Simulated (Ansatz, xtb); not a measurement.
## Two isomers of C3H7BBrF

We compare I, `CCCB(F)Br`, a singlet, with II, `CC(C)B(F)Br`, a singlet. Both are isolated molecules in the gas phase, relaxed with PBE-D3(BJ)/def2-SVP; the shapes shown needn't be the lowest conformers.

I (Å):

| atom | x (Å) | y (Å) | z (Å) |
| --- | --- | --- | --- |
| C | 0.6026 | 1.8728 | 1.2135 |
| C | 0.6201 | 0.9574 | -0.0199 |
| C | 1.5405 | 1.4696 | -1.1290 |
| B | -0.0422 | 3.2942 | 1.0729 |
| Br | -1.4520 | 3.6898 | -0.1973 |
| F | 0.3171 | 4.2950 | 1.8753 |
| H | 0.0198 | 1.3932 | 2.0381 |
| H | 1.6257 | 1.9990 | 1.6339 |
| H | 0.9360 | -0.0634 | 0.2838 |
| H | -0.4144 | 0.8551 | -0.4121 |
| H | 1.5417 | 0.7901 | -2.0047 |
| H | 2.5886 | 1.5613 | -0.7741 |
| H | 1.2200 | 2.4706 | -1.4864 |

II (Å):

```xyz
13

C     1.0590   -0.5838    0.2039
C     1.2293    0.9313   -0.0247
C     2.2944    1.2155   -1.1038
B     1.5774    1.6779    1.3171
Br    3.1827    1.2655    2.3230
F     0.7962    2.6286    1.8260
H     0.2640   -0.8098    0.9432
H     0.7900   -1.0931   -0.7452
H     2.0013   -1.0368    0.5751
H     0.2570    1.3493   -0.3699
H     2.0282    0.7098   -2.0557
H     3.2888    0.8386   -0.7878
H     2.3976    2.2989   -1.3170
```

**Question.** Which of the two would you expect CCSD(T)/def2-SVP + ΔMP2/def2-TZVPP electronic energies to favour?

**Answer.** Too close to call at this level: CCSD(T)/def2-SVP + ΔMP2/def2-TZVPP gives E(II) − E(I) = +0.73 kcal/mol.

Level by level:

```csv
level,geometry,E(II) − E(I) (kcal/mol),departure from the last row (kcal/mol),"job, with rough time for the two"
GFN2-xTB,GFN2-xTB,+1.21,+0.48,"optimisation, 1 s"
HF/STO-3G,GFN2-xTB,+0.90,+0.18,"single point, 3.2 s"
r2SCAN-D4/def2-SVP,GFN2-xTB,+1.53,+0.80,"single point, 14 s"
PBE-D3(BJ)/def2-SVP,PBE-D3(BJ)/def2-SVP,+1.48,+0.75,"optimisation, 1.8 min"
HF/def2-SVP,PBE-D3(BJ)/def2-SVP,+1.76,+1.03,part of the CCSD(T) run
MP2/def2-SVP,PBE-D3(BJ)/def2-SVP,+0.73,0.00,part of the CCSD(T) run
CCSD(T)/def2-SVP,PBE-D3(BJ)/def2-SVP,+0.88,+0.15,single point
CCSD(T)/def2-SVP + ΔMP2/def2-TZVPP,PBE-D3(BJ)/def2-SVP,+0.73,,"single point, 5.1 min"
```

As drawn, both hold the same kinds of bond in the same numbers. Structure I has 1 methyl group, II 2.

The largest departure from CCSD(T)/def2-SVP + ΔMP2/def2-TZVPP is that of HF/def2-SVP, 1.03 kcal/mol. A small imaginary or near-zero mode remains, so no thermal terms are given. The last row adds to CCSD(T) the change of the MP2 difference between the two basis sets, here −0.15 kcal/mol.

The correlated steps freeze 14 core orbitals; the filled d shell of Br is correlated, in a basis made for valence electrons. Codes used: Ansatz 0.2.0, xtb 6.7.1; the last row on 2 threads of AMD EPYC (Zen 3) on a shared host.

Every level places the straight-chain propylborane slightly below the isopropyl isomer, but the margin is too small to settle a preference. The direction is still telling, because in the parent alkanes branching is stabilising. Attaching boron to the inner carbon probably offsets that gain: boron is electropositive and leaves negative charge on the carbon it binds, which a primary carbon accommodates better than a secondary one. Crowding beside the bromine may add to this. The same preference underlies the migration of boron towards chain ends when alkylboranes are heated.

Electron correlation works the other way, lowering the difference from +1.76 at HF to +0.73 at MP2 in the same basis. This fits the greater number of close contacts between groups sharing a carbon in the branched skeleton, whose attraction Hartree–Fock misses. The closeness of HF/STO-3G to the final value is therefore probably a cancellation of errors. Structure I is drawn with boron and the terminal methyl gauche, so an extended chain could shift a gap this small.
